**Q:** I would like to read a bond energy off a vibrational spectrum. The Morse formula needs only $\omega_e$, the harmonic wavenumber, and $\omega_e x_e$, the constant that says how quickly the vibrational levels close up. How well does it work for these five dimers?

PySCF 2.14.0, unrestricted r2SCAN/def2-SVP without spin–orbit coupling: triplet dimers of groups 13 and 14, with the orbital occupation held along each bond curve. ECP means a scalar-relativistic core potential. Constants come from Dunham fits for the main isotopes; D_e is counted to high-spin ground-configuration atoms, without counterpoise correction.

| molecule | Z of the varied atom | valence electrons | relativity | unpaired | r_e (Å) | ω_e (cm⁻¹) | ω_e x_e (cm⁻¹) | B_e (cm⁻¹) | D_e (eV) | ω_e²/(4 ω_e x_e) (eV) |
| --- | --- | --- | --- | --- | --- | --- | --- | --- | --- | --- |
| Al2 | 13 | 6 | non-relativistic | sigma1 pi1 | 2.736 | 272 | 1.74 | 0.1670 | 1.61 | 1.32 |
| In2 | 49 | 6 | ECP | sigma1 pi1 | 3.050 | 113 | 0.295 | 0.03153 | 1.35 | 1.33 |
| Sn2 | 50 | 8 | ECP | pi2 | 2.772 | 191 | 0.311 | 0.03659 | 2.45 | 3.65 |
| Tl2 | 81 | 6 | ECP | sigma1 pi1 | 3.142 | 80 | 0.155 | 0.01666 | 1.25 | 1.29 |
| Pb2 | 82 | 8 | ECP | pi2 | 2.907 | 137 | 0.172 | 0.01918 | 2.14 | 3.37 |

**A:** Compare the last column, the Morse estimate, with $D_e$, the calculated energy from the bottom of the curve to two separate atoms. For In2 and Tl2 the two agree within about 3% of $D_e$. For Al2 the estimate is 18% too low, while for Sn2 and Pb2 it is too high by 49% and 57%. Among these five, the large failure therefore goes with the group of the periodic table and not simply with the weight of the atom. Group 14 is represented only by two heavy members, however: dimers are missing where no run was made or where the fits disagreed, so the table can't show whether Si2 and Ge2 fail in the same way.

**Q:** Then I suppose that something is odd about the anharmonicity in group 14.

**A:** It looks quite ordinary. Between In2 and Sn2, which have nearly the same mass, $\omega_e x_e$ goes only from 0.295 to 0.311 cm⁻¹. What jumps is $\omega_e$, from 113 to 191 cm⁻¹. The formula sees a much stiffer bond with almost unchanged anharmonicity, and concludes that the well must be much deeper.

**Q:** Why does it conclude that?

**A:** Because a Morse curve has only two properties besides its bond length $r_e$: a depth $D$ and a steepness $a$, which sets how quickly the attraction fades with distance. It reads

$$V(r)=D\left(1-e^{-a(r-r_e)}\right)^2 .$$

Its curvature at the minimum is the force constant $k=2Da^2$. Its levels have an anharmonicity proportional to $a^2$ divided by the reduced mass. The rotational constant $B_e$ contains the same mass, so the mass drops out of their ratio:

$$a=\frac{1}{r_e}\sqrt{\frac{\omega_e x_e}{B_e}},\qquad D=\frac{k}{2a^2}=\frac{\omega_e^2}{4\,\omega_e x_e}.$$

At equal $a$, a bond three times as stiff must be three times as deep.

**Q:** Is the bond in Sn2 really three times as stiff as that in In2?

**A:** Yes, and so is that in Pb2 compared with Tl2; the ratio of force constants is 2.98 in both pairs. The column of unpaired electrons shows why the bond changes. In group 13 one σ and one π electron, with parallel spins, hold the atoms together: two half bonds, or a formal bond order of one. In group 14 there is a full σ pair and two parallel π electrons, which makes a formal order of two.

More bonding electrons pull the atoms closer, to distances where the repulsion between them rises more steeply. It is therefore reasonable that the stiffness grows faster than the bond order. The steepness $a$, by contrast, stays near 1 Å⁻¹ in all four of these heavy dimers. A plausible reason is that neighbouring elements have valence p orbitals that fade at similar rates.

**Q:** But $\omega_e x_e$ falls a good deal from In2 to Tl2. Does that mean that the heavier bond is more nearly harmonic?

**A:** Hardly, because most of that fall is mass. Heavier nuclei have more closely spaced levels and explore a narrower part of the same curve. Mass alone would reduce $\omega_e x_e$ to 0.56 of its In2 value, and the calculation gives 0.53. The frequency also falls mainly through mass, with a slight softening of the bond on top. This is why I compare neighbours in a row when I ask about bonding: there the mass hardly changes and the electrons do.

**Q:** So Sn2 should be nearly three times as strongly bound as In2. Yet $D_e$ grows by a factor of only 1.8. Perhaps the group 14 curves simply don't have the Morse shape.

**A:** That can be tested without adjusting anything. Take the constants at the minimum, draw the Morse curve that they define, and see whether it meets the outermost point that was calculated. For Pb2 that point lies at 4.487 Å. The steepness is

$$a=\frac{1}{2.907}\sqrt{\frac{0.172}{0.01918}}=1.03\ \text{Å}^{-1},$$

and the stretch is $4.487-2.907=1.580$ Å. The Morse curve has then risen by

$$3.37\left(1-e^{-1.03\times1.580}\right)^2\approx 2.18\ \text{eV}.$$

The calculated rise is 2.21 eV. The constants were themselves fitted to this bond curve, so the agreement tests the Morse shape and not the density functional.

**Q:** Then the formula that misses $D_e$ by more than half describes the curve almost perfectly?

**A:** On the stretched side, as far as it was followed, very nearly. Now compare the rise of 2.21 eV with $D_e$, which is 2.14 eV. At 4.487 Å the stretched molecule already lies 0.07 eV above two separate lead atoms. It is also still climbing, at about 1.4 eV per ångström over the last step. This curve is not on its way to the atoms from which $D_e$ is counted.

**Q:** How can a molecule that is being pulled apart have more energy than its own separated atoms?

**A:** It is being pulled apart in the wrong electronic arrangement. In this calculation, which leaves out spin–orbit coupling, a free lead atom has two p electrons with parallel spins, and exchange between them lowers its energy. In the molecule two of the four p electrons form the σ pair, one spin up and one down. The calculation holds this occupation at every distance and shares both electrons equally between the atoms.

When the atoms separate, each is left with half a σ electron of either spin. It then has a net spin of one electron where the free atom has two, and part of the atomic exchange energy is lost. This is the familiar trouble of a single determinant that must keep an electron pair shared while the bond breaks. Stretched H2 shows it in its simplest form.

**Q:** So the Morse estimate measures the depth below one limit, and $D_e$ the depth below another.

**A:** That is the main point, though the first limit is an extrapolation: the Pb2 curve was followed through only about two thirds of its Morse depth. The constants at the minimum describe a curve that heads for atoms with a forced pair. $D_e$ is counted to relaxed high-spin atoms, which lie lower. The bond in group 14 does become much stiffer, but part of what it gains is paid for by giving up the parallel spins of the free atoms. Hence $D_e$ grows less than the stiffness does.

**Q:** Does the calculation prove this for Sn2 as well?

**A:** Less directly. Its curve agrees with the Morse form to about 1% at the last point, but that point lies at only 3.486 Å, where just 28% of the Morse depth has been climbed. It is still far below the energy of the separated tin atoms. The case for Sn2 rests on its having the same occupation as Pb2, the same threefold stiffening and nearly the same excess of the estimate, 1.2 eV. How much of this excess is lost exchange, in either molecule, was not separated out.

**Q:** Is the overshoot then just an artefact of holding the occupation?

**A:** The tail that climbs above the atoms is an artefact. In a proper description the σ pair would uncouple on stretching, each atom would recover its two parallel spins, and the curve would bend over towards the true atoms. Near the minimum, however, the electron pair is a fair picture of the bond. I would therefore expect a formula fed only with constants from there to remain too optimistic, though perhaps by a different amount. No calculation with a freed pair was made here to settle it.

**Q:** Why do In2 and Tl2 escape?

**A:** Each free atom brings a single p electron, and in the molecule the two keep parallel spins. No opposite-spin pair has to be formed from them, so no parallel spins within an atom are given up. The molecule and the atoms have the same number of unpaired electrons, two in total. In group 14 the atoms together have four and the molecule has two.

**Q:** Then their close agreement confirms the bond energies of In2 and Tl2.

**A:** I would not go so far. Both curves are still rising at their last points, and both are still below their separated atoms, Tl2 by 0.36 eV. Their limits were not reached. Equal sharing has a flaw here too: it leaves each atom with half a σ and half a π electron, where a free atom has one electron in one orbital. An agreement within about 3% may therefore owe something to luck.

**Q:** And Al2? It has the same occupation as In2, but the estimate is too low.

**A:** There the shape itself departs from the Morse form. At 4.241 Å the calculated curve has risen by 1.01 eV, the Morse curve by only 0.91 eV. A curve that outruns its Morse partner on the way up can also end higher, which fits an estimate 0.29 eV below $D_e$. So Al2 errs in the opposite direction from group 14, and a loss of parallel spins can't be the cause, since none are lost. Why its curve leaves the Morse form was not examined.

**Q:** Could I at least take the calculated $D_e$ as the real bond energy?

**A:** Not for the heavy dimers, because spin–orbit coupling is left out. In a free thallium atom it lowers the ground level by roughly 0.6 eV, a recalled value, so two atoms gain about as much as the whole $D_e$ of 1.25 eV. The molecule gets part of this back through its own spin–orbit coupling, but how much was not calculated. For Pb2, too, I would expect the calculated $D_e$ to be much too large. The comparison of the Morse estimate with $D_e$ holds within the calculation, where both lack the coupling. It need not carry over to the real molecules, because the coupling can lower the free atoms a good deal while changing the vibrations near the minimum much less.

**Q:** What should I look at before I trust the formula for some other dimer?

**A:** Count the parallel spins of the free atoms and see how many survive in the molecule. If some are lost, be wary; if all survive, the formula can still miss, as Al2 shows. Take the next group, with dimers such as P2 or As2. Each atom there has three parallel p electrons, and the molecule pairs all of them in a triple bond. A closed-shell determinant stretched from such a bond ends far above the high-spin atoms. The vibrations near the minimum report how stiff the bond is, but they know little of the energy that the atoms recover once they are free.
